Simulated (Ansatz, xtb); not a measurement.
# C3H11NSi2: which of two isomers lies lower

Structure I is `CN1[SiH2]CC[SiH2]1`, a singlet and structure II is `[SiH3]N1CCC[SiH2]1`, a singlet. Both are isolated molecules in the gas phase, relaxed with PBE-D3(BJ)/def2-SVP; the shapes shown needn't be the lowest conformers.

I (Å):

```xyz
17

C    -1.4433    1.3037   -0.7780
C     0.9780   -2.1476   -0.6794
C     0.7079   -2.0454   -2.2035
N    -0.6503    0.1017   -1.0119
Si   -0.3713   -1.1413    0.2050
Si    0.0627   -0.2930   -2.5749
H    -2.5147    1.1782   -1.0601
H    -1.4174    1.6014    0.2925
H    -1.0501    2.1674   -1.3577
H     0.0737   -0.5244    1.5090
H    -1.5989   -1.9720    0.5126
H     1.0317   -3.2008   -0.3324
H     1.9543   -1.6802   -0.4273
H    -0.0925   -2.7573   -2.5008
H     1.6008   -2.3090   -2.8087
H     1.1476    0.6899   -2.9553
H    -0.9484   -0.2746   -3.6974
```

II (Å):

| atom | x (Å) | y (Å) | z (Å) |
| --- | --- | --- | --- |
| C | -2.0876 | -1.1881 | 0.1801 |
| C | -1.1122 | -1.9082 | -0.7670 |
| C | 0.1575 | -2.2747 | 0.0309 |
| N | -1.3111 | -0.2291 | 0.9905 |
| Si | -2.0758 | 1.1498 | 1.7464 |
| Si | 0.3651 | -0.7680 | 1.1728 |
| H | -2.8565 | 1.9462 | 0.7297 |
| H | -0.9797 | 1.9957 | 2.3342 |
| H | -3.0404 | 0.7744 | 2.8472 |
| H | -2.8797 | -0.6599 | -0.3967 |
| H | -2.6102 | -1.9365 | 0.8255 |
| H | -0.8435 | -1.2152 | -1.5932 |
| H | -1.5933 | -2.7961 | -1.2288 |
| H | -0.0141 | -3.1754 | 0.6589 |
| H | 1.0285 | -2.4871 | -0.6195 |
| H | 0.7478 | -1.1363 | 2.5854 |
| H | 1.3533 | 0.2690 | 0.7011 |

Problem. Estimate E(II) − E(I) at the level CCSD(T)/def2-SVP + ΔMP2/def2-TZVPP.

Solution. Calculated at CCSD(T)/def2-SVP + ΔMP2/def2-TZVPP: E(II) − E(I) = +0.234 eV, so structure I lies lower.

The same difference at several levels:

| level | geometry | E(II) − E(I) (eV) | departure from the last row (eV) | job, with rough time for the two |
| --- | --- | --- | --- | --- |
| GFN2-xTB | GFN2-xTB | −0.443 | −0.678 | optimisation, 0.24 s |
| HF/STO-3G | GFN2-xTB | +0.222 | −0.012 | single point, 0.4 s |
| r2SCAN-D4/def2-SVP | GFN2-xTB | +0.237 | +0.003 | single point, 4.4 s |
| PBE-D3(BJ)/def2-SVP | PBE-D3(BJ)/def2-SVP | +0.241 | +0.006 | optimisation, 27 s |
| HF/def2-SVP | PBE-D3(BJ)/def2-SVP | +0.164 | −0.070 | part of the CCSD(T) run |
| MP2/def2-SVP | PBE-D3(BJ)/def2-SVP | +0.161 | −0.074 | part of the CCSD(T) run |
| CCSD(T)/def2-SVP | PBE-D3(BJ)/def2-SVP | +0.147 | −0.087 | single point |
| CCSD(T)/def2-SVP + ΔMP2/def2-TZVPP | PBE-D3(BJ)/def2-SVP | +0.234 |  | single point, 71 s |

As drawn, II has 1 C–C, 1 Si–H in place of 1 C–Si, 1 C–H.

GFN2-xTB puts the two in the other order. The largest departure from CCSD(T)/def2-SVP + ΔMP2/def2-TZVPP is that of GFN2-xTB, 0.678 eV. The last row adds to CCSD(T) the change of the MP2 difference between the two basis sets, here +0.087 eV.

With thermal terms from frequencies at re-optimised GFN2-xTB minima (ideal gas, soft modes damped towards free rotors, one conformer each, 298.15 K, 1 atm): the zero-point term adds −0.038 eV; ΔH is +0.187 and ΔG +0.203 eV.

The correlated steps freeze 14 core orbitals. Run with Ansatz 0.2.0, xtb 6.7.1; the last row on 4 threads of Arm Neoverse V1 on a shared host.

Structure I is favoured, and the bond exchange suggests why. Both isomers keep two N–Si bonds and one N–C bond, so delocalisation of the nitrogen lone pair towards silicon should largely cancel. What remains is mainly the cost of exchanging a strong C–H bond for a weaker, more hydridic Si–H bond, which the gain of C–C over C–Si probably doesn't repay. Differences in ring strain may also contribute, but they aren't separated here.

Correlation hardly alters the gap in the small basis, whereas enlarging the basis widens it. The close match of the two density functionals to the final value therefore probably owes something to compensating functional and basis errors. GFN2-xTB alone reverses the order, perhaps through an imbalance in its parametrised silicon and carbon bond energies. The negative zero-point term fits the replacement of a stiff C–H stretch by a softer Si–H one, but it is too small to overturn the preference. The energy ordering says nothing about how readily the isomers interconvert.
